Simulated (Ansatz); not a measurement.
## GaAs: direct quasiparticle gap Γ against empty bands

Results calculated with Ansatz 0.2.0-dev, not measured. One-shot G0W0 of a periodic cell, levels linearised as KS + Z (exchange less vxc + correlation) and counted from the highest filled KS level computed, band 0 the top filled and 1 the lowest empty, gaps between the KS band edges among the points computed.

Structure of every row (space group F-43m, No. 216):
```
GaAs
1.0
      0.0000     2.8270     2.8270
      2.8270     0.0000     2.8270
      2.8270     2.8270     0.0000
Ga As
1 1
Direct
  0.00000 0.00000 0.00000
  0.25000 0.25000 0.25000
```

Settings of every row: orbitals functional PBE; datasets soft_paw first; wave cutoff 420 eV; k mesh 2x2x2; frequency treatment plasmon_pole; response cutoff 100 eV; zero transfer term analytic_weight; band sum cut; levels listed 6; exchange box ratio 2.

Limits: band sums or response cut, gap not at its basis limit; coarse mesh, values belong to these settings and can lie far from the converged crystal; mesh can put the screening off by half or by several times, which moves the correction; no spin-orbit coupling, levels of heavy atoms shift; screening far too strong, levels unreliable; soft datasets can miss the gap by over five per cent.

Limits of some rows: G0W0 moves a band edge to another point, smallest gap lies lower (row 1, 2, 3).

| row | empty bands | direct quasiparticle gap Γ (eV) | quasiparticle gap (eV) |
| --- | --- | --- | --- |
| 1 | 17 | ? | ? |
| 2 | 36 | 1.5386 | 1.5386 |
| 3 | 73 | 1.4799 | 1.4799 |
| 4 | 135 | 1.4505 | 1.4505 |

Question: what direct quasiparticle gap Γ should row 1 give?

Worked fit of direct quasiparticle gap Γ. Sums over empty bands approach their limit about as 1/N, so take t = 100/N. The shown rows have t = 2.77778, 1.36986, 0.74074. Their means are 1.6295 and 1.48967 eV; the sums about the means are S_tt = 2.176 and S_ty = 0.09353, whose ratio is the slope. Least squares give direct quasiparticle gap Γ = 1.41962 + 0.042988 × t eV. The rows lie off it by -0.0004, 0.0014, -0.0010 (root mean square 0.001 eV). The constant, 1.41962 eV, estimates the limit in this one setting, with the others as listed. The withheld row has t = 5.88235, so the fit gives 1.41962 + 0.042988 × (5.88235) = 1.6725 eV.

The calculation gave 1.5937 eV. The fit lies 0.0788 eV (4.9 % of the value, 55 % of the column's range) above it; its largest miss of a shown row is 0.0014 eV. This row lies beyond the range of the fit.

The other values of row 1: quasiparticle gap 1.5937 eV.
